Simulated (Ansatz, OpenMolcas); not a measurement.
## C5H8O2 (acetylacetone (keto form)): the atomisation enthalpy at 298 K, rung by rung

The species is C5H8O2 (15 atoms), meant as a singlet with charge 0. SMILES: `CC(=O)CC(C)=O`. The coordinates come from a PBE0-D4/def2-TZVP relaxation. This is one conformer, not always the lowest.

Each level gives the atomisation enthalpy at 298 K (kJ/mol). The values are calculated. The thermal term (zero-point and 298 K enthalpy, harmonic and unscaled) is that of HF/6-31G*; the spin-orbit lowering of the free atoms at 298 K, 0.9 kJ/mol by their spectra, is taken off.

Measured value to compare with: CRC Handbook of Chemistry and Physics; in doubt: it may belong to another isomer, state or phase gives the atomisation enthalpy at 298 K of the gas as 6209 kJ/mol.

```csv
level,kind,program,value (kJ/mol),computed − measured,CPU time (all runs)
HF/6-31G* (spherical functions),Hartree–Fock,Ansatz,4371,-1838,8.7 s
BLYP/6-31G* (spherical functions),GGA,OpenMolcas,6154,-55,79 s
revPBE/6-31G* (spherical functions),GGA,Ansatz,6136,-73,16 s
M06-L/6-31G* (spherical functions),meta-GGA,OpenMolcas,6157,-52,1.7 min
r2SCAN/6-31G* (spherical functions),meta-GGA,OpenMolcas,6191,-18,1.8 min
M06-2X/6-31G* (spherical functions),hybrid meta-GGA,OpenMolcas,6178,-31,91 s
CCSD(T)/6-31G* (spherical functions),coupled cluster or CI,Ansatz,5650,-559,95 s
CCSD/6-31G* (spherical functions),coupled cluster or CI,Ansatz,5579,-630,61 s
```

Nearest: r2SCAN/6-31G* (spherical functions) (-18 kJ/mol); farthest: HF/6-31G* (spherical functions) (-1838 kJ/mol). Computed less measured by kind, in kJ/mol (6-31G* rows): Hartree–Fock -1838; GGA -73 to -55; meta-GGA -52 to -18; global hybrid -31; coupled cluster or CI -630 to -559. In a finite basis correlated wave-function methods underbind, so their errors here aren't those of the basis-set limit. Times are those of the runs behind each value, whatever else they computed, on shared processors of several kinds: orders of magnitude only.

Every level binds the molecule less strongly than the reference, but the main divide is in how electron correlation is treated. Forming the C–C, C–H and C–O bonds pairs electrons that were unpaired in the free atoms, so correlation stabilises the molecule far more than its fragments. Hartree–Fock misses this and reaches only 4371 kJ/mol. CCSD recovers much of it, and the triples raise the value further, from 5579 to 5650 kJ/mol. What remains missing is probably mostly short-range correlation, since the electron–electron cusp needs higher angular functions and the hydrogens carry no polarisation functions at all. Density functionals build this part into the functional itself and so depend less on the basis.

The closeness of r2SCAN may therefore owe something to cancellation between functional and basis errors, and the functionals don't improve steadily from rung to rung. Gaseous acetylacetone favours the enol, stabilised by an internal hydrogen bond and conjugation; if the reference describes that form, part of each shortfall is tautomerisation energy rather than error.
